**Stoner rule for the 4f shell of Pr²⁺**

The table holds the energy change, 4f exchange splitting and spin-up 4f eigenvalue of Pr²⁺ at five spin moments, from scalar-relativistic, spin-polarised LDA calculations with spherical densities. The program tests a rule with a splitting linear in the moment, an energy quadratic in it and a quadratic shift of the mean level. With the Stoner parameter taken from the smallest moment and rounded to 0.57 eV, the energies are reproduced within 0.13% and the splittings within 0.5%. The shift constant, 0.024 eV, is fitted to all four polarised rows and gives the spin-up level within 0.004 eV. Two other pictures do worse at full polarisation: local exchange of a bare 4f shell overestimates the energy gain by about 17%, and Hund pair counting with the ion's own Slater integrals has an exchange constant 44% too high.

All-electron Kohn-Sham calculations for Pr²⁺ ([Xe] 4f³) with Quantum ESPRESSO 7.5 (ld1.x): scalar-relativistic, spin-polarised LDA (Perdew-Zunger), spherical densities, point nucleus. Only 4f electrons are moved from spin down to spin up, and energies are relative to the unpolarised ion. The splitting is the spin-down minus the spin-up 4f eigenvalue.

## Script

```python
# Table: Pr2+ [Xe]4f3, Quantum ESPRESSO ld1.x, all-electron spherical LDA-PZ, scalar-relativistic,
# spin-polarised: energy change, 4f exchange splitting D and spin-up level against 4f moment m.
# Tested: rule E=-I m^2/4, D=I m, e_up=e0-I m/2+c m^2; rivals: bare-shell LDA exchange, Hund I=J.
T = {
    'moment': [0.0, 0.75, 1.5, 2.25, 3.0],  # μB
    'energy_change': [0.0, -0.080233, -0.32082, -0.72127, -1.2809],  # eV
    'exchange_splitting': [0.0, 0.42742, 0.85407, 1.2792, 1.7019],  # eV
    'spin_up_eigenvalue': [-14.119, -14.32, -14.493, -14.638, -14.754],  # eV
    'split_per_moment': [None, 0.57, 0.569, 0.569, 0.567],  # eV/μB
}
import numpy as np
from scipy.constants import physical_constants as pc
Ha = pc['Hartree energy in eV'][0]
N = 3
m, E, D, eu = [np.array(T[k], float) for k in
               ('moment', 'energy_change', 'exchange_splitting', 'spin_up_eigenvalue')]
e0 = eu[0]
m, E, D, eu = m[1:], E[1:], D[1:], eu[1:]   # m=0 is the reference row (E=D=0 by definition)
half = lambda x: 0.5 * 10.0 ** (np.floor(np.log10(abs(x))) - 4)   # five significant figures
shift = eu + D / 2 - e0
I = round(D[0] / m[0], 2)
cfit = (shift @ m**2) / (m**2 @ m**2)
c = round(cfit, 3)
print(f"rule: I={I} eV/muB^2 (row m={m[0]}, rounded), c={c} eV/muB^2 (fit {cfit:.4f}), e0={e0} eV")
print("m | -4E/m^2 | D/m | mean-level shift eV | shift/m^2")
for a, b, d, s in zip(m, E, D, shift):
    print(f"{a:.2f} | {-4*b/a**2:.5f} | {d/a:.5f} | {s:.4f} | {s/a**2:.4f}")
print("m | E rule eV, err % | D rule eV, err % | rounding floor % of E, D")
for a, b, d in zip(m, E, D):
    print(f"{a:.2f} | {-I*a*a/4:.4f} {100*(-I*a*a/4/b-1):+.3f} | {I*a:.4f} {100*(I*a/d-1):+.3f}"
          f" | {100*half(b)/abs(b):.4f} {100*half(d)/d:.4f}")
print("m | e_up rule, err eV | err without c eV | e_down table, rule eV (floor 0.0005 eV)")
for a, u, d in zip(m, eu, D):
    r = e0 - I*a/2 + c*a*a
    print(f"{a:.2f} | {r:.3f} {r-u:+.4f} | {e0-I*a/2-u:+.3f} | {u+d:.3f} {r+I*a:.3f}")
pE, pD, pS = [np.polyfit(np.log(m), np.log(abs(y)), 1)[0] for y in (E, D, shift)]
print(f"log-log exponents: E {pE:.4f}, D {pD:.4f}, mean shift {pS:.2f}")
print(f"drift first->last row: D/m {100*(D[-1]/m[-1]/(D[0]/m[0])-1):+.2f} %, "
      f"E/m^2 {100*(E[-1]/m[-1]**2/(E[0]/m[0]**2)-1):+.2f} %")
sE, IE = np.polyfit(m**2, -4*E/m**2, 1)
sD, ID = np.polyfit(m**2, D/m, 1)
print(f"quartic: from E I0={IE:.5f}, b={-sE/4:.2e} eV; from D I0={ID:.5f}, b={-sD/8:.2e} eV")
print(f"I0(E)/I0(D)-1 = {100*(IE/ID-1):.2f} %; b m^4 at m=3: {-sD/8*m[-1]**4:.4f} eV")
print("Janak, E from integral of fitted D minus table E (eV):", np.round(-ID*m**2/4 - sD*m**4/8 - E, 5))
print(f"implied dI/dN = -4c = {-4*cfit:.3f} eV/muB^2 per electron (not tested)")
g = lambda z: ((1+z)**(4/3) + (1-z)**(4/3)) / 2 - 1
Eb = E[0] * g(m/N) / g(m[0]/N)
print("bare-shell rival (zeta=m/3, scaled to first row), E eV:", np.round(Eb, 3))
print("  its error %:", np.round(100*(Eb/E-1), 1))
# further output of the same calculation (hartree, bohr): m=0 and m=0.75 runs
F2, F4, F6 = 0.37571, 0.23216, 0.16603
J = (286*F2 + 195*F4 + 250*F6) / 6435 * Ha
print(f"Hund rival: J={J:.3f} eV, I/J={ID/J:.2f}, J too high by {100*(J/ID-1):.0f} %, E(m=3)={-J*N*N/4:.2f} eV")
print(f"F2,F4,F6 = {F2*Ha:.2f}, {F4*Ha:.2f}, {F6*Ha:.2f} eV; I/F2 = {ID/(F2*Ha):.4f}")
r1, r2, r, P = 1.140605, 1.765195, 0.58185, 38.79329
Pf = 1 / np.sqrt(2*np.pi*(r2 - r1**2))
A = 4*np.pi*r*r
print(f"crude one-point (order only): 4f height {Pf:.1f}/bohr, n {P/A:.0f} e/bohr^3, zeta(m=3) {N*Pf/P:.2f},")
print(f"  I_x ~ {2/3*(3/np.pi)**(1/3)*Pf/A*(P/A)**(-2/3)*Ha:.1f} eV")
parts = dict(kin=9801.1095-9801.10647, nuc=-22373.6011+22373.5646,
             hartree=3551.2201-3551.18559, xc=-208.722611+208.71866)
print("parts at m=0.75, eV (floor ~0.003):", {k: round(v*Ha, 3) for k, v in parts.items()})
print(f"  sum {sum(parts.values())*Ha:.3f} eV, table {E[0]:.3f} eV, xc/total {parts['xc']*Ha/E[0]:.2f}")
sp = {'3d': 33.99986-33.99442, '4s': 11.04685-11.02847, '4d': 4.532799-4.514336,
      '4f': 0.52624-0.51054, '5s': 1.915874-1.904116, '5p': 1.265034-1.255795}
print("splittings at m=0.75, eV:", {k: round(v*Ha, 3) for k, v in sp.items()})
ru, rd = 1.135628, 1.14658
print(f"4f <r>: up {ru-r1:+.4f}, down {rd-r1:+.4f}, weighted {(1.875*ru+1.125*rd)/N-r1:+.4f} bohr")
print(f"1s level rise at m=0.75: {(1535.68231-1535.68168)*Ha:.3f} eV; 4f mean rise {shift[0]:.3f} eV")
assert 1.97 < pE < 2.03 and 0.97 < pD < 1.03
assert np.all(np.diff(D/m) < 0)
assert np.all(shift > 0) and 1.8 < pS < 2.2
assert Eb[-1] < E[-1] and J > ID
```

Running it gives:

```
rule: I=0.57 eV/muB^2 (row m=0.75, rounded), c=0.024 eV/muB^2 (fit 0.0239), e0=-14.119 eV
m | -4E/m^2 | D/m | mean-level shift eV | shift/m^2
0.75 | 0.57055 | 0.56989 | 0.0127 | 0.0226
1.50 | 0.57035 | 0.56938 | 0.0530 | 0.0236
2.25 | 0.56989 | 0.56853 | 0.1206 | 0.0238
3.00 | 0.56929 | 0.56730 | 0.2159 | 0.0240
m | E rule eV, err % | D rule eV, err % | rounding floor % of E, D
0.75 | -0.0802 -0.096 | 0.4275 +0.019 | 0.0006 0.0012
1.50 | -0.3206 -0.061 | 0.8550 +0.109 | 0.0016 0.0006
2.25 | -0.7214 +0.019 | 1.2825 +0.258 | 0.0007 0.0039
3.00 | -1.2825 +0.125 | 1.7100 +0.476 | 0.0039 0.0029
m | e_up rule, err eV | err without c eV | e_down table, rule eV (floor 0.0005 eV)
0.75 | -14.319 +0.0008 | -0.013 | -13.893 -13.892
1.50 | -14.492 +0.0005 | -0.053 | -13.639 -13.637
2.25 | -14.639 -0.0008 | -0.122 | -13.359 -13.356
3.00 | -14.758 -0.0040 | -0.220 | -13.052 -13.048
log-log exponents: E 1.9985, D 0.9969, mean shift 2.04
drift first->last row: D/m -0.46 %, E/m^2 -0.22 %
quartic: from E I0=0.57066, b=3.78e-05 eV; from D I0=0.57007, b=3.84e-05 eV
I0(E)/I0(D)-1 = 0.10 %; b m^4 at m=3: 0.0031 eV
Janak, E from integral of fitted D minus table E (eV): [8.00e-05 3.50e-04 7.60e-04 1.35e-03]
implied dI/dN = -4c = -0.096 eV/muB^2 per electron (not tested)
bare-shell rival (zeta=m/3, scaled to first row), E eV: [-0.08  -0.327 -0.765 -1.493]
  its error %: [ 0.   2.   6.  16.5]
Hund rival: J=0.821 eV, I/J=0.69, J too high by 44 %, E(m=3)=-1.85 eV
F2,F4,F6 = 10.22, 6.32, 4.52 eV; I/F2 = 0.0558
crude one-point (order only): 4f height 0.6/bohr, n 9 e/bohr^3, zeta(m=3) 0.05,
  I_x ~ 0.6 eV
parts at m=0.75, eV (floor ~0.003): {'kin': 0.082, 'nuc': -0.993, 'hartree': 0.939, 'xc': -0.108}
  sum -0.079 eV, table -0.080 eV, xc/total 1.34
splittings at m=0.75, eV: {'3d': 0.148, '4s': 0.5, '4d': 0.502, '4f': 0.427, '5s': 0.32, '5p': 0.251}
4f <r>: up -0.0050, down +0.0060, weighted -0.0009 bohr
1s level rise at m=0.75: 0.017 eV; 4f mean rise 0.013 eV
```
